## Strain and the band gap of gallium nitride

A film grown on a foreign substrate, or a layer under load, has neither the volume nor the shape of the free crystal. The table follows the direct gap of wurtzite GaN, calculated with r2SCAN, through several such distortions. In the uniaxial row only the hexagonal axis $c$ is stretched, and in the biaxial row only the plane is squeezed, with $c$ held. In the epitaxial rows the plane is stretched and $c$ finds its own length, as in a film. Changes are counted from the unstrained cell, and a positive pressure change means compression. The pressure is the mean of the stresses along the three axes, which are far from equal in the biaxial, epitaxial and uniaxial rows.

Wurtzite GaN (4-atom cell) under strain, calculated with Ansatz 0.2.0 using r2SCAN, plane-wave PAW, a 500 eV cutoff and a 12×12×6 k mesh, without spin polarisation. Strain is the change per length (for shear, the engineering angle) from the r2SCAN-relaxed cell with a = 3.183 Å and c = 5.184 Å; atoms are relaxed at each strain.

| strain kind | strain (%) | band gap (eV) | band gap change (eV) | energy rise per atom (meV) | pressure change (GPa) |
| --- | --- | --- | --- | --- | --- |
| biaxial xy | -4.22 | 2.703 | 0.352 | 68.9 | 20.23 |
| epitaxial xy | 1.5 | 2.171 | -0.180 | 7.0 | -4.25 |
| epitaxial xy | 2.5 | 2.027 | -0.324 | 18.9 | -6.80 |
| epitaxial xy | 5.91 | 1.557 | -0.793 | 97.2 | -13.88 |
| hydrostatic | -5.46 | 3.518 | 1.168 | 225.4 | 47.47 |
| hydrostatic | -0.5 | 2.456 | 0.105 | 1.6 | 3.06 |
| shear xy | 1 | 2.320 | -0.030 | 0.4 | 0.00 |
| uniaxial z | 4.03 | 1.904 | -0.446 | 22.0 | -7.03 |

### 1. Which distortion changes the gap most, and why?

The hydrostatic squeeze of 5.46 % does, with a gain of 1.168 eV. All three edges shrink together, so the volume falls by 15.5 %, far more than in any other row.

The link between volume and gap lies in the bonds. The lowest conduction state is an antibonding mixture of Ga s and N s orbitals, and shorter bonds push such a state up. The highest valence states are mainly N p and follow less strongly. The gap therefore opens in every row that loses volume and closes in every row that gains it.

### 2. Does the crystal respond less at high pressure?

Per gigapascal it does: the gap gains 34 meV per GPa at the small hydrostatic strain, but only 25 on average up to the large one. Measured against the logarithm of the volume, however, the two rows agree within 1 %. The electrons respond as before, while each further gigapascal buys less compression.

The stiffening can be checked with the Murnaghan equation, in which the bulk modulus grows linearly with pressure. With the customary growth rate of 4, the small strain fixes the modulus at 197 GPa, and the equation then gives 47.5 GPa for the large strain, as in the table. For large loads, volume is thus a better guide to the gap than a constant pressure coefficient. Real GaN turns into the rocksalt structure at pressures of roughly this size, so that row may describe wurtzite where it is no longer the stable form.

### 3. Do two cells of equal volume have equal gaps?

The uniaxial row and the epitaxial row at 2.5 % test this, since both have gained about 4 % in volume. Yet the uniaxial gap is smaller by 0.123 eV, of which the slight difference in volume explains only about 0.014 eV. What separates the two cells is their shape: $c/a$ has risen in one and fallen in the other.

One effect of shape is felt at the valence top, where three N p levels lie close together. Two of them, with lobes in the plane, form a degenerate pair; the third has its lobes along $c$. When $c/a$ rises, the three slanted bonds of each atom turn towards $c$. The lobes along $c$ then point more squarely at the neighbours and bond better, so their level sinks relative to the pair. When $c/a$ falls, the order of gain and loss is reversed.

The gap is measured from whichever level is highest. Splitting a group of levels about its mean always lifts one of them, so a change of shape tends to narrow the gap in either direction. The numbers agree: once the volume part is removed, the remainder is negative in the uniaxial, biaxial and epitaxial rows alike.

This doesn't yet explain why the uniaxial cell loses more. If the mean of the three levels stays fixed, the single level moves twice as far as the pair, so splitting alone would give the epitaxial cell the greater loss. This picture therefore needs a second effect: the conduction edge would have to come closer to the mean of the p levels when $c/a$ rises, and move away from it when $c/a$ falls. The outputs used here give only the band edges, not the separate p levels, so the order of the levels and this shift are inferred, not read off.

### 4. What is left when the volume doesn't change?

The shear row comes close to this limit. Its gap narrows by 0.030 eV, and the same calculation shows where: the valence top rises by 30 meV, while the conduction edge moves by less than 1 meV.

A shear makes two directions in the plane unequal, which splits the pair at once, in proportion to the strain. A single level along $c$ would respond only in second order, and so hardly at all at 1 %. The size of the rise therefore suggests that the pair is on top in the unstrained crystal. Reversing the shear would give the same gap, because a mirror plane of the crystal turns one distortion into the other.

Spin–orbit coupling, which the calculation leaves out, already splits the pair by up to roughly 10 meV. It would soften the response to a shear as small as this one.

### 5. Can volume and shape simply be added?

Let $V$ be the volume, let the index 0 mark the unstrained cell, and let $t=\ln[(c/a)/(c_0/a_0)]$ measure the shape. If each p level moves in a straight line with strain, the gap change is

$$\Delta E \approx \alpha\,\ln\frac{V}{V_0}+\min(-5.1\,t,\;0.03+2.6\,t)\ \text{eV}.$$

The first entry in the bracket belongs to the pair, the second to the level along $c$; the smaller one counts because the highest valence level sets the gap. The hydrostatic rows give $\alpha\approx-7.0$ eV. The three constants in the bracket were fitted to the biaxial, uniaxial and epitaxial rows, and the printed output below shows the result.

Take the uniaxial row. Only $c$ grows, by 4.03 %, so $\ln(V/V_0)$ and $t$ are both $\ln 1.0403=0.0395$. Volume contributes $-7.0\times0.0395=-0.28$ eV and shape $-5.1\times0.0395=-0.20$ eV, together $-0.48$ eV. The table has $-0.446$ eV, so the estimate is about 7 % too large in size. This row took part in the fit and is its worst case.

Three constants for five rows make a loose test, though a smooth parabola in $t$, with one constant fewer, misses the same rows by more than twice as much. The slopes also fit the second effect proposed in question 3, though they come from the same gaps and are no separate proof of it. Splitting alone would make the slope of the single level twice that of the pair, but the fit has the steeper slope on the pair's side. That is what one expects if the conduction edge comes closer to the p levels as $c/a$ rises.

### 6. Why does the gap of a stretched film fall faster after the first step?

Up to 1.5 % in-plane stretch the epitaxial gap falls by 0.120 eV per per cent on average; over the next per cent it falls by 0.144 eV. Between 2.5 and 5.91 % the slope stays close to this, at 0.138 eV per per cent.

A change of the top level would explain the slow start. In this picture the pair is on top at first, and the falling $c/a$ lowers it relative to the conduction edge, which offsets much of the closing due to volume. Soon the level along $c$ overtakes it, and from there volume and shape both narrow the gap.

The fit puts the crossing near 0.3 % stretch, but the offset behind this value is as uncertain as it is large, and spin–orbit coupling acts on the same scale. Only an early crossing, before the first epitaxial row, is a fair reading. In a wurtzite crystal with the single level on top from the start, the same reasoning would move the kink to the compressed side.

### 7. Does the biaxial row describe a compressed film?

It doesn't, because $c$ is held at its old length and the crystal pushes along it with about 10 GPa. A film has a free surface and would expand. That expansion restores part of the lost volume and raises $c/a$ further, and both narrow the gap.

The size can be estimated from the other rows. The epitaxial cells change $c$ by 0.47 times the in-plane strain, in the opposite sense, so a squeeze of 4.22 % would lengthen $c$ by about 2 %. Scaled down from the uniaxial row, such a stretch costs about 0.22 eV, which leaves some 0.13 eV of the 0.352 eV in the table. One can also divide the stress along $c$ by the stiffness found in the uniaxial row. This gives a longer stretch and leaves only 0.04 eV. That stiffness belongs to a stretched cell, though, and is probably too low for a squeezed one, so the second route is likely to overstate the expansion. Even so, both routes say that a compressed film keeps less than half of the opening shown in the biaxial row.

### 8. Which digits can be trusted?

The gap of the unstrained cell, 2.351 eV, is well defined within the calculation, yet it lies about 1 eV below the measured value of roughly 3.4 to 3.5 eV. Spin–orbit coupling and lattice vibrations would lower the calculated gap further, so the shortfall belongs mainly to the functional.

Gap changes are safer than gaps, because much of that error is common to both cells. How much of it remains in the slopes is untested here, so even the second digit of a gap change may not hold for the real crystal. The energy rise needs its own care: in the shear row it is 0.4 meV per atom, and rounding alone can alter that by about 12 %. An elastic constant should be taken from a larger strain or from the stress.

Numerical output:

```
Volume and shape parts of the gap change:
           row  volume change in %  c/a change in %  from volume alone in eV  remainder in eV
    biaxial xy              -8.262            4.406                      0.6           -0.248
  epitaxial xy               2.292           -2.176                  -0.1577         -0.02228
  epitaxial xy               3.828           -3.586                  -0.2614         -0.06263
  epitaxial xy               9.065           -8.193                  -0.6038          -0.1892
   hydrostatic               -15.5                0                    1.172         -0.00407
   hydrostatic              -1.493                0                   0.1046        0.0003634
      shear xy                   0                0                        0            -0.03
    uniaxial z                4.03             4.03                  -0.2749          -0.1711
fit of rest on 5 rows (bia | uni | epi): coefficient of up -5.103 +/- 0.5, coefficient of flip 0.03429 +/- 0.034, coefficient of down 2.618 +/- 0.62; rms 0.0185, worst uniaxial z -0.0305, leave-one-out rms 0.0375
  rows outside the fit (model, value, miss): hydrostatic 0, -0.00407, 0.00407; hydrostatic 0, 0.0003634, -0.000363; shear xy 0, -0.03, 0.03
fit of rest on 5 rows (bia | uni | epi): coefficient of t -2.323 +/- 0.65, coefficient of t**2 -56.52 +/- 9.3; rms 0.0444, worst epitaxial xy 0.0721, leave-one-out rms 0.165
  rows outside the fit (model, value, miss): hydrostatic 0, -0.00407, 0.00407; hydrostatic 0, 0.0003634, -0.000363; shear xy 0, -0.03, 0.03
Gap change per unit ln V in the hydrostatic rows (eV): -6.934, -6.982
Gap change per pressure in the hydrostatic rows (meV per GPa): 24.61, 34.31
Bulk modulus from the small hydrostatic strain with B' of 4 (GPa): 197.4
Pressure predicted from it at the large hydrostatic strain (GPa): 47.46
Gap of uniaxial row less gap of epitaxial 2.5 % row (eV): -0.122
Part of this difference due to volume (eV): -0.01354
Epitaxial gap slope from 0 to 1.5 % (eV per %): -0.12
Epitaxial gap slopes from 1.5 to 2.5 % and from 2.5 to 5.91 % (eV per %): -0.144, -0.1375
Contraction along c per in-plane stretch in the epitaxial rows: 0.4724, 0.4701, 0.4683
In-plane tension where the fitted branches cross (%): 0.3021
Biaxial gap change with c freed, by the contraction ratio (eV): 0.1324
Biaxial gap change with c freed, by the stress along c (eV): 0.04325
Rise of the valence top under shear (meV): 29.89
Shift of the conduction edge under shear (meV): -0.41
Gap of the unstrained cell (eV): 2.351
```
